The six runs below describe the same BP crystal with the same functional, PBE. They differ only in the potentials and in the plane-wave cutoff, yet their volumes differ. Whoever takes a lattice constant from such a run has to know which part of it belongs to the crystal and which to the setting.

ABINIT plane-wave DFT with the PBE functional for BP (space group F-43m, 2-atom cell, static lattice), no spin polarisation, 10×10×10 k mesh, Fermi-Dirac smearing of 0.05 eV. Basis is the plane-wave cutoff; the volume, the bulk modulus and its slope (pressure derivative) at the energy minimum come from a Birch-Murnaghan fit to energies at seven volumes.

```
                         potentials    basis  equilibrium volume (Å³/atom)  bulk modulus (GPa)  bulk modulus slope
                   SG15 NC PBE v1.2  1034 eV                        11.709              160.50               3.770
                   SPMS NC PBE v1.0   816 eV                        11.749              161.10               3.800
PseudoDojo NC SR PBE v0.5 stringent  1034 eV                        11.755              161.20               3.790
                   JTH PAW PBE v2.0   707 eV                        11.763              162.10               3.810
                   JTH PAW PBE v2.0   544 eV                        11.769              162.40               3.800
                   JTH PAW PBE v2.0   408 eV                        11.794              162.60               3.750
```

1. Which run gives the largest cell, and does that tell us anything about BP?

The largest volume, 11.794 Å³/atom, comes from the JTH potentials at 408 eV. With the same potentials it falls to 11.769 at 544 eV and to 11.763 at 707 eV. Only the fineness of the basis changes along these three rows, so the extra volume is a basis error. The second step is much smaller than the first, as it should be when a basis approaches completeness.

2. Why does a low cutoff swell the cell?

Too low a cutoff cannot follow the sharp parts of the orbitals, and the energy comes out too high. If that error were the same at every volume, the whole energy curve would be lifted and its minimum would stay where it is. Here the error is larger in the compressed cell. The calculation therefore penalises compression too much, which acts like a false outward pressure. A likely reason is that compression pushes more valence density close to the nuclei, where the orbitals vary fastest; these runs do not isolate that step.

The size follows from two volumes. Relative to 707 eV, the 408 eV energy is too high by 16.96 meV/atom at 11.214 Å³/atom and by 14.31 meV/atom at 12.149 Å³/atom. With 1 eV/Å³ = 160.2 GPa, the false pressure p is

p = (0.01696 − 0.01431) eV / (12.149 − 11.214) Å³ × 160.2 GPa/(eV/Å³) ≈ 0.45 GPa

A crystal of volume V and bulk modulus B answers a small pressure with the volume change

ΔV ≈ V p / B = 11.794 × 0.45 / 162.6 ≈ 0.033 Å³/atom

The table gives 0.031. The estimate has no adjustable constant, but it draws on the same energies that fixed the volumes. It shows how the error moves the minimum, not why the error depends on volume.

3. Why does the printed stress disagree with the slope of the energy curve?

In all six runs the pressure from the stress lies below the pressure from the energy slope. The two quantities hold different things fixed. The energy curve is computed at one cutoff E_c, so a larger cell receives more plane waves. The stress is the response at a fixed number of plane waves, so expansion spreads them thinner and lowers the cutoff. That number is proportional to V E_c^(3/2), and keeping it constant requires

d ln E_c / d ln V = −2/3

In an incomplete basis, a lower cutoff means a higher energy E. At fixed plane-wave number, expansion thus costs additional energy, and the pressure comes out too low by

p(slope) − p(stress) = −(2 / 3V) dE / d ln E_c

In the limit of a complete basis the energy no longer depends on the cutoff, and the two pressures agree. For the step from 408 to 544 eV the formula gives a mean difference of 0.40 GPa, as found. For the next step it gives 0.11 GPa against 0.14 GPa, where averaging the two ends is a cruder measure of a quickly falling quantity. The output after this text lists both tests of this formula on the JTH rows.

4. Then is it safe to relax the cell at 408 eV by its stress?

It looks safe: the estimated volume of zero stress is 11.75 to 11.76 Å³/atom for all three JTH cutoffs. The stability comes from two errors of opposite sign. At 408 eV the energy slope is too high by about 0.45 GPa relative to 707 eV, while the fixed number of plane waves lowers the stress by 0.57 GPa. In BP these nearly cancel. Since they depend on different properties of the energy error, the cancellation should not be relied on elsewhere. The sound test is to raise the cutoff until the energy slope and the stress agree.

5. Is the small cell of SG15 a cutoff effect too?

Probably not. PseudoDojo runs at the same 1034 eV and treats the same number of valence electrons, yet its volume is larger by 0.046 Å³/atom, or 0.4%. In both runs the difference between slope and stress is worth only 0.001 to 0.002 Å³/atom, a sign that the energy has almost stopped changing with the cutoff. That leaves the potentials as the likely source.

One candidate is the nonlinear core correction, which SG15 lacks. Exchange and correlation do not simply add up where core and valence densities overlap, and this correction accounts for the overlap. Whether it explains the difference in volume for BP is untested here. In practice, a higher cutoff would not be expected to bring SG15 into line.

6. Does the smaller cell also make the crystal stiffer?

On a single energy curve it would, because compression raises the modulus. Suppose SG15 differed from PseudoDojo only by a constant inward pressure. The curvature of the energy at each volume would then be unchanged, the minimum would merely slide to a smaller cell, and the modulus there would be about 2.4 GPa higher. In the table it is 0.7 GPa lower. The two potentials therefore differ in the curvature of the energy as well as in the place of its minimum, and a pressure offset that repairs the volume would not repair the elastic response.

7. Which digits can be trusted?

SPMS, PseudoDojo and JTH at 707 eV agree within 0.014 Å³/atom, about a tenth of a percent. Their order says nothing about BP itself: it reflects the potentials and whatever basis error is left in each run. For a static lattice these three runs support 11.75 to 11.76 Å³/atom, with a modulus of 161 to 162 GPa. Even among them, the second decimal of the volume and the last whole digit of the modulus depend on the potential and the basis. The SG15 volume lies outside this range, and an all-electron calculation with the same functional would be needed to show whether it or the others come closer to the true PBE value.

This agreement covers only what differs between the runs. All of them freeze the same core electrons and share the functional, so an error from either would shift them together and leave the spread small. When a volume change of a few tenths of a percent matters, as in a study of strain or alloying, both cells should be computed with the same potentials and the same converged cutoff. Mixing SG15 for one cell with PseudoDojo for the other could create a change of that size by itself.

Numerical output:

```
Pressure at 11.682 A^3/atom and its effect on the volume:
                                  row  energy slope GPa  printed stress GPa  slope less stress GPa  volume worth of the difference A^3/atom  estimated zero-stress volume A^3/atom
                     SG15 NC PBE v1.2            0.3705              0.3566                0.01388                                 0.001013                                  11.71
                     SPMS NC PBE v1.0            0.9293              0.8235                 0.1058                                 0.007718                                  11.74
  PseudoDojo NC SR PBE v0.5 stringent             1.015              0.9896                0.02566                                 0.001871                                  11.75
                     JTH PAW PBE v2.0             1.133               1.091                 0.0424                                 0.003077                                  11.76
                     JTH PAW PBE v2.0             1.238               1.004                 0.2346                                    0.017                                  11.75
                     JTH PAW PBE v2.0              1.58               1.011                 0.5688                                  0.04126                                  11.75
JTH volume at 408 eV less that at 707 eV (A^3/atom): 0.031
the same estimated from the slope of the energy error (A^3/atom): 0.03303
JTH volume at 544 eV less that at 707 eV (A^3/atom): 0.006
the same estimated from the slope of the energy error (A^3/atom): 0.006945
JTH energy at 408 eV above that at 707 eV in the cell of 11.214 A^3/atom (meV/atom): 16.96
JTH energy at 408 eV above that at 707 eV in the cell of 12.149 A^3/atom (meV/atom): 14.31
stress mismatch predicted from the energy drop 408 to 544 eV (GPa): 0.395
stress mismatch found as mean of the 408 and 544 eV rows (GPa): 0.4017
stress mismatch predicted from the energy drop 544 to 707 eV (GPa): 0.107
stress mismatch found as mean of the 544 and 707 eV rows (GPa): 0.1385
PseudoDojo volume less SG15 volume (A^3/atom): 0.046
the same in percent of the PseudoDojo volume (%): 0.3913
PseudoDojo less SG15 cubic lattice constant (A): 0.00594
SG15 less PseudoDojo modulus expected if only a constant pressure were added (GPa): 2.413
SG15 less PseudoDojo modulus in the table (GPa): -0.7
volume spread of SPMS and PseudoDojo and JTH 707 eV (A^3/atom): 0.014
modulus spread of the same three rows (GPa): 1
```
